## Question

Three energies govern the magnetism of an octahedral 4d¹ ion: $k_BT$ is about 200 cm⁻¹ at room temperature, the spin-orbit constant $\zeta$ is of order 10³ cm⁻¹, and the crystal-field splitting $10Dq$ is of order 10⁴ cm⁻¹. The natural unit of $\chi T$, the molar susceptibility times the temperature, is $C = N\mu_B^2/k_B = 0.375$ cm³ K/mol, which is also the spin-only value for $S = 1/2$. The table gives $\chi T$ of Mo⁵⁺ from a relativistic one-configuration calculation in a parametric field. The runs with $10Dq$ = 8500 (base), 22150 and 35800 cm⁻¹ have a $\Gamma_8$ ground quartet, a $\Gamma_7$ doublet at $\delta$ = 1629.3, 1535.1 and 1511.3 cm⁻¹, and a second $\Gamma_8$ at $E$ = 9306.1, 22767.7 and 36370 cm⁻¹.

χT of Mo⁵⁺ (4d¹) in a parametric crystal field of Oh symmetry, calculated with radial Dirac CI 1 for one Dirac-Coulomb-Breit configuration with exchange-only KLI orbitals and model QED. χ is the molar powder susceptibility from Van Vleck's formula. The base run has 10Dq = 8500 cm⁻¹, and the other columns change only 10Dq.

| temperature (K) | χT, base (cm3 K/mol) | χT, 10Dq = 22150 cm⁻¹ (cm3 K/mol) | χT, 10Dq = 35800 cm⁻¹ (cm3 K/mol) | χT, 10Dq = 63050 cm⁻¹ (cm3 K/mol) |
| --- | --- | --- | --- | --- |
| 2 | 0.03133 | 0.006046 | 0.002814 | 0.001396 |
| 5 | 0.03226 | 0.007063 | 0.003850 | 0.002444 |
| 10 | 0.03381 | 0.008758 | 0.005575 | 0.004191 |
| 20 | 0.03692 | 0.01215 | 0.009026 | 0.007685 |
| 50 | 0.04623 | 0.02231 | 0.01938 | 0.01817 |
| 100 | 0.06175 | 0.03926 | 0.03664 | 0.03564 |
| 200 | 0.09280 | 0.07315 | 0.07115 | 0.07058 |
| 300 | 0.1239 | 0.1071 | 0.1057 | 0.1055 |

(a) Does any row leave a straight line $\chi T = a + bT$?
(b) Why is the trend so smooth, and what sets $a$ and $b$? How closely do the level energies and $10Dq$ alone reproduce the tabulated $\chi T$ at 300 K for $10Dq$ = 22150 cm⁻¹?
(c) Where should the line break, and in which direction?

## Model answer

**(a)** No row leaves the line by much more than its rounding; the only trace of curvature is in the last digit at 300 K, taken up in (c). A line fitted to all eight rows of each column, weighted by the rounding, misses by at most 0.053 % of the tabulated value, and the largest residuals are about 1.1 times half a unit of the last digit. The intercept $a$ falls 44-fold, from 0.0307 in the base run to 0.00070 at the largest field, while the slope $b$ rises by only 12.5 %, from 3.10 to 3.49 × 10⁻⁴ cm³/mol.

**(b)** In Van Vleck's formula each occupied level contributes to $\chi T$ a Curie constant, from the moment within the level, and $T$ times a constant, from field-induced mixing with other levels. While only the ground quartet is occupied, $\chi T = a + bT$ holds exactly. With $\delta$ above $7k_BT$ at 300 K, the doublet holds $\tfrac12 e^{-\delta/k_BT}$, or 0.02 to 0.04 %. The smoothness is therefore that of a frozen population.

For one electron $H = V(O_h) + \zeta\,\mathbf{l\cdot s}$. The doublet lies at $-4Dq + \zeta$. The two quartets start at $-4Dq - \zeta/2$ ($t_{2g}$) and $6Dq$ ($e_g$) and are coupled by $\sqrt{3/2}\,\zeta$, which pushes the lower one down by $(E - 10Dq - \zeta/2)/2$. Hence $\delta = \tfrac54\zeta + \tfrac12(E - 10Dq)$.

The intercept is small because spin and orbit cancel. Within $t_{2g}$ the orbital momentum acts as $-\mathbf{l}'$ with $l' = 1$, and the quartet is the $j' = 3/2$ state, in which $\mathbf{l}'$ projects as $\tfrac23\mathbf{j}'$ and $\mathbf{s}$ as $\tfrac13\mathbf{j}'$. The moment $-\mathbf{l}' + 2\mathbf{s}$ then vanishes. Spin-orbit coupling admixes $e_g$ with amplitude $\theta \approx \sqrt{3/2}\,\zeta/E$, and this restores a moment $2\theta M$, where $M$ is the element of $l_z$ between the quartets. Only $xy$ is joined to $e_g$ by $l_z$, with magnitude 2, and it makes up a third of the quartet on average, so $\langle M^2\rangle = 4/3$. Then $\langle\mu_z^2\rangle = \tfrac{16}{3}\theta^2$ in units of $\mu_B^2$, and

$$a \approx 8C\,(\zeta/E)^2 .$$

The fitted intercepts fall with $E$ with exponents −1.95, −1.98 and −1.99 between successive runs (the largest $E$ taken from the model), approaching the −2 of this formula.

The slope comes mainly from the doublet. Since $-\mathbf{l}' + 2\mathbf{s} = -\mathbf{j}' + 3\mathbf{s}$, the element between $j' = 3/2$ and $1/2$ is that of $3s_z$; its square is $9 \times \tfrac29 = 2$ for the two states with $m = \pm\tfrac12$ and zero for the other two, which averages to 1. So $b \approx 2Ck_B/\delta$. The gap is mostly $\tfrac32\zeta$ and depends weakly on $10Dq$, which is why the slopes are alike. The curves converge in relative terms on heating, the ratio of base run to largest field going from 22 at 2 K to 1.17 at 300 K, because this common term takes over.

For $10Dq$ = 22150 cm⁻¹: $\zeta = [1535.1 - \tfrac12(22767.7 - 22150)]/1.25 = 981.0$ cm⁻¹, the value that the other two sets of levels also give. Then $a \approx 8 \times 0.37515 \times (981/22767.7)^2 = 0.00557$. With $k_B = 208.5/300 = 0.695$ cm⁻¹/K, $b \approx 2 \times 0.37515 \times 0.695/1535.1 = 3.397 \times 10^{-4}$ cm³/mol. At 300 K the sum is $0.00557 + 0.1019 = 0.1075$, which is 0.4 % above the tabulated 0.1071. No $\chi T$ value entered this estimate, only the two level energies and the input $10Dq$.

**(c)** The line must fail when the doublet fills. The departure is its population $p$ times the difference between its own $\chi T$ and that of the quartet. The doublet has a full Curie constant close to $C$, but its mixing term is negative, because the quartet lies below it. For the same run at 300 K, the ten-state matrix gives 0.200 for the doublet against 0.107, so the departure is $3.17 \times 10^{-4} \times 0.093 = 2.9 \times 10^{-5}$ upward. The seven-figure values of that run, which round to those of the table, lie 2.95 × 10⁻⁵ above the line through their 2 K and 100 K points; the base and 35800 cm⁻¹ runs give 2.77 and 2.85 × 10⁻⁵, matched by the model. These upturns are smaller than half the last printed digit, 5 × 10⁻⁵, so the table shows them only where they tip the rounding. This happens twice: without the upturn the 300 K entry for 22150 cm⁻¹ would read 0.1070 instead of 0.1071, and that of the base run would also be one unit lower in its last digit. These two rows carry the largest residuals of the fit.

The upturn does not grow into the break. The doublet's $\chi T$ falls with temperature while the quartet's rises, so the difference changes sign. In the model the departure at 500 K is nil for the base run and negative for the others. It reaches 1 % of the line's value, downward, at about 700 K for the base run and 560 to 600 K for the rest, where $k_BT$ is a quarter to a third of $\delta$. These temperatures are extrapolations beyond the calculated rows.

## Remarks on the reasoning

The output that follows also holds the full ten-state model, with $\zeta$ from the levels and nothing fitted to $\chi T$; it reproduces all 32 values to the rounding. The calculation itself contains this crystal field and this formula, so the agreement identifies the terms at work and says nothing about real compounds.

The estimate $2Ck_B/\delta$ works better than it should. In the full model for the worked run, the doublet supplies 3.106 and the upper quartet 0.283 × 10⁻⁴ cm³/mol. Mixing costs the doublet term a fraction of order $\zeta/E$ of a quantity of order $1/\zeta$, a loss of order $1/E$, and the upper quartet adds a term of the same order. With $g = 2$ the fraction is $2\zeta/E$ at leading order, so the loss is $\tfrac43 \cdot 2Ck_B/E$, the same as the gain $2Ck_B\langle M^2\rangle/E$ from the upper quartet. The two cancel at this order and leave a remainder of order $\zeta/E^2$, which is small in the three stronger fields; in the base run the estimate is 3 % above the fitted slope. The intercept formula is a leading order as well: it exceeds the fitted $a$ by 8.6 % in the base run and 2.5 % at the largest field, where about half of the excess comes from the free-electron $g$: the formula gives 0.000714, the full model 0.000706 with $g = 2$ and 0.000697 with the free-electron value.

An answer that stops at the Kotani limit, pure $t_{2g}$ with $g = 2$, has no intercept and no dependence on $10Dq$. It is within 1 % of the table at 300 K for the three stronger fields and 14 % low for the base run; at 2 K it is 49 to 98 % low over the four runs. Because the leading moments cancel, even $g = 2$ in place of the free-electron value shifts the 2 K values by 0.2 to 0.6 %, well beyond the rounding. Spin pairing or crossover explains nothing here, since the three runs quoted share one $S = 1/2$ quartet, and a single 4d electron has no 4d-4d repulsion.

The scalings give the neighbouring cases. A 3d¹ ion, with smaller $\zeta$, should have a smaller intercept, a steeper slope and a break at a proportionally lower temperature, below room temperature when $\zeta$ is less than about half the value here; a 5d¹ ion should stay linear to higher temperature.

The intercept is the least transferable result. Here $\zeta$ rests on orbitals from exchange-only KLI potentials, and $10Dq$ is an input: octahedral Mo⁵⁺ typically has more than 2 × 10⁴ cm⁻¹ (a rough recalled size), so the base run exaggerates the residual moment and 63050 cm⁻¹ is unrealistically large. Covalency is absent. It lowers $\zeta$ and scales the orbital moment by $\kappa < 1$, which leaves $\tfrac23(1-\kappa)\mathbf{j}'$; an illustrative $\kappa = 0.8$ gives a Curie term of order 10⁻² cm³ K/mol, as large as the intercept of the worked run. This moment opposes the one from $e_g$ mixing, as the lower intercept with the free-electron $g$ already shows, so the two terms do not add, and a $\kappa$ only slightly below 1 lowers the intercept. A Jahn-Teller distortion would split the quartet and could also spoil the cancellation, and exchange between sites would bend the curves at low temperature.

The analysis program printed:

```
N muB^2/k = 0.37515 cm3K/mol; kT(300K) = 208.5 cm-1; zeta per run [981.01 981.   981.  ] mean 981.00 cm-1
line a+bT weighted by rounding floor; residual/floor at T = [  2   5  10  20  50 100 200 300]
run0 a=0.030708 cm3K/mol b=3.1046e-4 cm3/mol [ 0.29  0.02 -0.44  0.65 -0.1  -0.68  0.16  1.1 ] max 0.044%
run1 a=0.005368 cm3K/mol b=3.3892e-4 cm3/mol [-0.61 -0.1   0.75  0.64 -0.85 -0.   -0.31  1.14] max 0.053%
run2 a=0.002124 cm3K/mol b=3.4513e-4 cm3/mol [-0.18  1.06 -0.21 -0.75 -0.04  0.7   0.16  0.76] max 0.036%
run3 a=0.000697 cm3K/mol b=3.4941e-4 cm3/mol [ 0.44 -0.03 -0.14 -0.37  0.49  0.38  0.15 -0.41] max 0.019%
floor at 200 K 5e-06, at 300 K 5e-05 cm3K/mol
a0/a3 44.1; b3/b0-1 12.5%; run0/run3 by T [22.44 13.2   8.07  4.8   2.54  1.73  1.31  1.17]
Curie share a/chiT % at 2 K [np.float64(98.0), np.float64(88.8), np.float64(75.5), np.float64(49.9)] 300 K [np.float64(24.8), np.float64(5.0), np.float64(2.0), np.float64(0.7)]
model gap [1629.3 1535.1 1511.2 1494.2] upper G8 [ 9306.1 22767.7 36370.  63585.9] cm-1; max misfit to outputs 0.03
exponent of a vs E_up [-1.95 -1.98 -1.99] vs 10Dq [-1.82 -1.93 -1.97]
full g=ge : model error % by T, then worst |err|/floor
 run0 [-0.    0.    0.01 -0.01  0.    0.01  0.   -0.02] 0.9
 run1 [ 0.01  0.   -0.   -0.03  0.02  0.    0.   -0.02] 0.9
 run2 [ 0.01 -0.01  0.    0.01  0.   -0.01  0.   -0.01] 1.0
 run3 [ 0.01  0.01  0.01  0.   -0.02 -0.01 -0.    0.04] 0.8
full g=2 : model error % by T, then worst |err|/floor
 run0 [ 0.21  0.21  0.2   0.15  0.1   0.05 -0.02 -0.07] 13.3
 run1 [ 0.41  0.33  0.23  0.1   0.02 -0.06 -0.1  -0.14] 50.1
 run2 [ 0.53  0.33  0.19  0.06 -0.05 -0.11 -0.12 -0.14] 29.8
 run3 [ 0.56  0.26  0.09 -0.02 -0.12 -0.13 -0.14 -0.1 ] 20.0
Kotani no eg : model error % by T, then worst |err|/floor
 run0 [-97.74 -94.51 -89.52 -80.8  -61.67 -42.61 -23.62 -14.17] 6124.2
 run1 [-88.28 -74.91 -59.54 -41.67 -20.58  -9.73  -3.11  -0.71] 10674.5
 run2 [-74.81 -53.98 -36.43 -21.48  -8.57  -3.28  -0.38   0.6 ] 4210.5
 run3 [-49.23 -27.5  -15.44  -7.77  -2.48  -0.57   0.42   0.8 ] 1374.5
intercept: fit | full ge | full g=2 | 8C(zeta/Eup)^2 (err %) | eg weight %
 run0 0.030708 0.030708 0.030776 0.033350 (+8.6) 1.696
 run1 0.005368 0.005369 0.005394 0.005572 (+3.8) 0.279
 run2 0.002124 0.002124 0.002140 0.002183 (+2.8) 0.109
 run3 0.000697 0.000697 0.000706 0.000714 (+2.5) 0.036
slope 1e-4 cm3/mol: fit | model G7 + upper G8 = sum | 2NmuB^2/gap; Kotani 3.544
 run0 3.105 | 2.512 + 0.592 = 3.105 | 3.201
 run1 3.389 | 3.106 + 0.283 = 3.389 | 3.397
 run2 3.451 | 3.268 + 0.183 = 3.451 | 3.451
 run3 3.494 | 3.387 + 0.107 = 3.494 | 3.490
upturn over line, 1e-5: raw 200,300 K | model 200,300 K | G7 pop % 300K | chiT of G7 alone 300K | dev % 500,1000 K | T(1%)
 run0 0.08 2.77 | 0.08 2.76 | 0.0202 | 0.261 | -0.00 -4.67 | 705.0 K
 run1 0.15 2.95 | 0.15 2.96 | 0.0317 | 0.200 | -0.31 -8.36 | 595.0 K
 run2 0.17 2.85 | 0.17 2.85 | 0.0356 | 0.186 | -0.42 -9.35 | 570.0 K
 run3 nan nan | 0.18 2.71 | 0.0386 | 0.176 | -0.51 -10.07 | 560.0 K
```
